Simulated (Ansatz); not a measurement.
Ge: pressure and energy above lowest point against volume scale

All results are calculated (Ansatz 0.2.0). Free energy against uniform scaling of the volume at fixed shape and fractions; periodic cell, basis, potentials, k mesh and filling as listed.

The cell before it is scaled or strained (space group Cmmm, No. 65):
```
CELL_PARAMETERS angstrom
1.39710 -2.60050 0.00000
1.39710 2.60050 0.00000
0.00000 0.00000 2.69820
ATOMIC_POSITIONS crystal
Ge 0.50000 0.50000 0.00000
```

Settings of every row: functional PBEsol; dispersion none; potentials PAW; wave cutoff 500 eV; density cutoff 2000 eV; k mesh 12x12x11; k shift 0x0x0; occupations fermi dirac; smearing width 0.2 eV; spin none; SCF threshold exponent -9.

Limits: coarse k mesh, up to 40 meV an atom off; stress loosely converged; the cell comes from a prototype or a list of computed structures and needn't be the stable phase.

```
row  volume scale  V (Å³/atom)  pressure (GPa)  energy above lowest point (meV/atom)
  1          0.88       17.253            6.16                                  20.7
  2          0.92       18.037            1.97                                   1.2
  3          0.96       18.822           -1.34                                     0
  4             1       19.606               ?                                     ?
  5          1.04        20.39           -5.99                                  37.7
  6          1.08       21.174            -7.6                                  71.1
  7          1.12       21.959           -8.86                                 111.5
```

Question: what pressure and energy above lowest point should row 4 give?

Worked fit of pressure. Take u = (V_r/V)^(2/3) − 1 with V_r = 19.606 Å³ an atom, which is twice the finite (Eulerian) strain; such expansions in the strain, on which the Birch-Murnaghan equation of state is built, carry the rest volume and the bulk modulus. The shown rows have u = 0.08897, 0.05718, 0.02758, -0.0258, -0.05, -0.07278. Least squares give pressure = −3.941 + 86.46 × u + 279.7 × u² + 279 × u³ GPa; a parabola predicts inner rows, each left out in turn, worse (root mean square 0.051 against 0.0025 GPa). All shown rows lie on it to the printed digit. The pressure vanishes at u = 0.0402, or V = 18.48 Å³ an atom, and there the bulk modulus at fixed shape and fractions is B = −V dP/dV = (2/3)(1 + u) dP/du = 76.5 GPa. Letting shape and atoms relax would as a rule lower it, by much in layered, chain or molecular crystals. The withheld row has u = 0, so the fit gives −3.941 + 86.46 × (0) + 279.7 × (0)² + 279 × (0)³ = -3.94 GPa.

The calculation gave -3.94 GPa. The fit meets it to the printed digit.

Worked fit of energy above lowest point. Take u = (V_r/V)^(2/3) − 1 with V_r = 19.606 Å³ an atom, which is twice the finite (Eulerian) strain; such expansions in the strain, on which the Birch-Murnaghan equation of state is built, carry the rest volume and the bulk modulus. The shown rows have u = 0.08897, 0.05718, 0.02758, -0.0258, -0.05, -0.07278. Least squares give energy above lowest point = 13.2 − 724.1 × u + 8824 × u² + 2948 × u³ meV/atom; a parabola predicts inner rows, each left out in turn, worse (root mean square 0.53 against 0.0072 meV/atom). All shown rows lie on it to the printed digit. Its lowest point lies at u = 0.0402, or V = 18.48 Å³ an atom, and the curvature there gives the bulk modulus at fixed shape and fractions, B = (4/9)(1 + u)² E″(u)/V = 76.5 GPa. Letting shape and atoms relax would as a rule lower it, by much in layered, chain or molecular crystals. The withheld row has u = 0, so the fit gives 13.2 − 724.1 × (0) + 8824 × (0)² + 2948 × (0)³ = 13.2 meV/atom.

The calculation gave 13.2 meV/atom. The fit meets it to the printed digit.
